## Si2Zr2 triplet: frontier levels against exact exchange

One cluster, with its four nuclei held in place, is computed seven times. What changes is the share of the PBE exchange that is replaced by exact exchange, while the PBE correlation is kept. The runs at 0 and 25 % also include a dispersion correction, which shifts the total energy but not the orbital energies. The columns homo and lumo are the highest occupied and the lowest empty orbital energy over both spins, and homo lumo gap is their difference. The column spin squared is the expectation value of the squared total spin in units of $\hbar^2$, which is 2 for a pure triplet.

Ansatz 0.2.0, unrestricted Kohn–Sham calculations with PBE correlation and PBE exchange mixed with exact exchange, in the def2-TZVP basis with a def2 core potential on Zr. The system is an isolated, neutral Si2Zr2 cluster in a triplet state, fixed at its B3LYP-D4/def2-SVP geometry. Homo and lumo are taken over both spins, and spin squared is in ħ².

| exact exchange (%) | homo (eV) | lumo (eV) | homo lumo gap (eV) | spin squared |
| --- | --- | --- | --- | --- |
| 0 | -3.732 | -3.450 | 0.282 | 2.028 |
| 5 | -3.881 | -3.276 | 0.605 | 2.031 |
| 10 | -4.030 | -3.106 | 0.924 | 2.034 |
| 15 | -4.176 | -2.937 | 1.239 | 2.082 |
| 25 | -4.458 | -2.600 | 1.858 | 2.271 |
| 35 | -4.746 | -2.276 | 2.470 | 2.413 |
| 50 | -5.198 | -1.814 | 3.384 | 2.582 |

### 1. Which of the two levels moves more?

The empty one does, by a small margin. Between 0 and 50 % exact exchange the HOMO falls by 1.47 eV and the LUMO rises by 1.64 eV. The gap is therefore pushed open from both sides almost equally, and neither level can be treated as a fixed reference for the other.

The gap at 50 % is twelve times the gap at 0 %, but this ratio makes the effect look more dramatic than it is. It is large because pure PBE leaves only 0.28 eV between the levels. The difference of 3.1 eV is the better measure, since it doesn't depend on how small the starting value happened to be.

### 2. Why do they move in opposite directions?

In a calculation of this kind every electron feels the electrostatic repulsion of the whole electron cloud. An electron in an occupied orbital is part of that cloud, so it is also repelled by itself. Exchange has to remove this spurious term. Exact exchange removes it completely, while the PBE form, which is built from the local density and its gradient, removes it only in part. An occupied level thus sits too high in PBE and sinks as exact exchange is mixed in.

An empty orbital is in a different position. It contributes nothing to the cloud, so it has no self-repulsion to be cancelled. The PBE exchange potential attracts it all the same, because that potential is set by the density and its derivatives at each point and not by which orbital is being acted upon. Exact exchange gives an empty orbital a much weaker attraction, which comes only from its overlap with occupied orbitals of the same spin. Replacing one by the other takes attraction away, and the level rises.

If this is right, occupation should decide the direction of the shift, not the height of the level or its spin. The orbital energies of the same calculations agree. From 0 to 10 % exact exchange every occupied level of either spin goes down, and the eight lowest empty levels of each spin all go up. The HOMO and LUMO of the PBE row are close neighbours in energy, yet they part company at once.

For occupied levels, the size of the shift should broadly follow the compactness of the orbital, because a charge squeezed into a small volume repels itself more strongly. The silicon 1s levels show this in the extreme. Between 0 and 10 % they drop from about −1778.6 to −1787.7 eV, a fall of 9.1 eV, while the spread-out HOMO falls by only 0.3 eV. For a related molecule the same reasoning suggests asking first whether a level is occupied, and then how tightly its orbital is confined.

### 3. Can the gap at 50 % be guessed from the rows at 0 and 10 %?

It can, if the orbitals keep their shape while the exchange is changed. The kinetic energy, the electrostatic terms and the correlation potential then stay as they are, and only the exchange felt by each orbital is exchanged in proportion. For orbital $i$ and a share of $x$ per cent,

$$\varepsilon_i(x) \approx \varepsilon_i(0) + \frac{x}{100}\left(X_i^{\text{exact}} - X_i^{\text{PBE}}\right),$$

where $\varepsilon_i$ is the orbital energy and $X_i$ is the average exchange energy that the orbital feels in each description. The bracket is negative for the HOMO and positive for the LUMO. Each level follows a straight line, and so does the gap.

The rows at 0 and 10 % supply a line of this kind. The gap grows by 0.924 − 0.282 = 0.642 eV over ten percentage points, or 0.0642 eV per point. At 50 % the line gives 0.282 + 50 × 0.0642 = 3.49 eV. The computed gap, which played no part in drawing the line, is 3.38 eV, so the guess is about 3 % too large.

Real orbitals do adjust when the exchange changes. At first their response is itself proportional to the share, so it is already contained in the slope taken from two computed rows, and a nearly straight line doesn't prove that the orbitals are frozen. What the line misses is the part of the response that isn't proportional. Most of the bending comes from the LUMO, whose rise slows from 35 to 31 meV per point along the series, while the HOMO keeps falling by 28 to 30 meV per point. The frozen picture explains the main trend but has no means of describing this slow loss of slope.

### 4. Is it really the growing spin contamination that opens the gap?

The suspicion is reasonable, because spin squared climbs from 2.03 to 2.58 along the same series. A determinant with two more up-spin than down-spin electrons can mix only with higher spins, and the nearest of these, the quintet, has a value of 6. The excess over 2, divided by 4, is therefore the largest possible weight of everything that isn't a triplet. This bound is below 1 % up to 10 % exact exchange and reaches about 15 % at the end.

The climb fits a general tendency of exact exchange. Exact exchange acts only between electrons of like spin and brings no correlation between opposite spins. A determinant can make up for part of this by letting up-spin and down-spin electrons occupy different regions, and a larger share of exact exchange makes that more rewarding. The price is a state that is no longer a clean triplet.

The order of events speaks against contamination as the main cause of the wider gap. The gap already grows by 64 meV per point over the first ten points, where the triplet is nearly pure and the orbital occupation stays the same. Once the contamination sets in, the growth doesn't speed up but settles at 61 to 63 meV per point. Stronger spin polarisation may still contribute to the later rows, for which the occupation by symmetry isn't listed, but the trend was fully under way before the contamination became large.

### 5. Is this gap the energy of the first light absorption?

It is not, and the first reason is spin. In the rows from 0 to 10 % the HOMO holds an up-spin electron, while the LUMO is a down-spin orbital. Moving the electron from one to the other would flip its spin, which light doesn't do when spin-orbit coupling is left out. Within the up-spin levels alone the PBE gap is 0.40 eV, and within the down-spin levels it is 0.52 eV, both larger than the value in the table.

The second reason would remain even if the spins matched. The larger the share of exact exchange, the more the LUMO describes an electron added to the intact cluster, which feels the repulsion of all the others. An electron lifted by light leaves a hole behind and is attracted to it. At a large share the orbital gap is therefore closer in meaning to the ionisation energy less the electron affinity. In pure PBE, by contrast, occupied and empty orbitals of one spin feel the same potential, and the gap between them is nearer to a rough excitation energy. The meaning of the gap thus changes along the series, and its widening is no sign that the absorption moves by the same amount.

### 6. Which share of exact exchange gives the right HOMO?

There is a test for this that needs no experiment. With the exact functional, the energy needed to remove an electron equals the HOMO energy with its sign reversed. PBE generally places the HOMO too high for this, and a large share of exact exchange generally places it too low. Somewhere in between the two can agree, and choosing the share at that point is called tuning by the Koopmans condition.

The table supplies one half of the comparison. The reversed HOMO energy runs from 3.73 eV at 0 % to 5.20 eV at 50 %, a wide range for what ought to be a single property. The other half is the total energy of the cation less that of the neutral cluster, computed at the same geometry and the same share. If that difference came out at 4.46 eV with 25 % exact exchange, the 25 % row would be the tuned one.

The HOMO moves by about 0.03 eV per percentage point, which sets the precision of such a choice. An error of 0.1 eV in the energy difference would shift the tuned share by roughly three points, provided that the difference itself hardly depends on the share. The condition also concerns the HOMO alone. A share chosen in this way need not place the LUMO equally well, so the gap calls for the same test on the anion.

### 7. Which digits can be trusted?

That depends on the use. For comparing one row with another the third decimal is useful, because geometry, basis and charge are identical and much of their error is shared. It helps to follow the gradual loss of slope in question 3 from row to row, although the total miss of 0.11 eV at 50 % would show with two decimals as well. As a statement about the cluster, the same decimal is worthless: one percentage point of exact exchange moves the gap by 0.06 eV, and choosing 20 % instead of 25 % changes it by about 0.3 eV. A gap quoted without its share of exact exchange isn't reliable even in the first decimal.

Two further cautions concern the state and the structure. The solutions from 0 to 35 % are recorded as stable against small changes of their orbitals, but a different triplet could lie lower, and the triplet itself has not been shown to be the ground state. The geometry comes from another functional and was not relaxed for each row. This is an advantage for the trend, which is then purely electronic, and a drawback for any single gap. From 25 % upward the levels also belong to a visibly contaminated state, so those rows are safer as evidence of the direction and rate of the trend than as properties of a pure triplet.
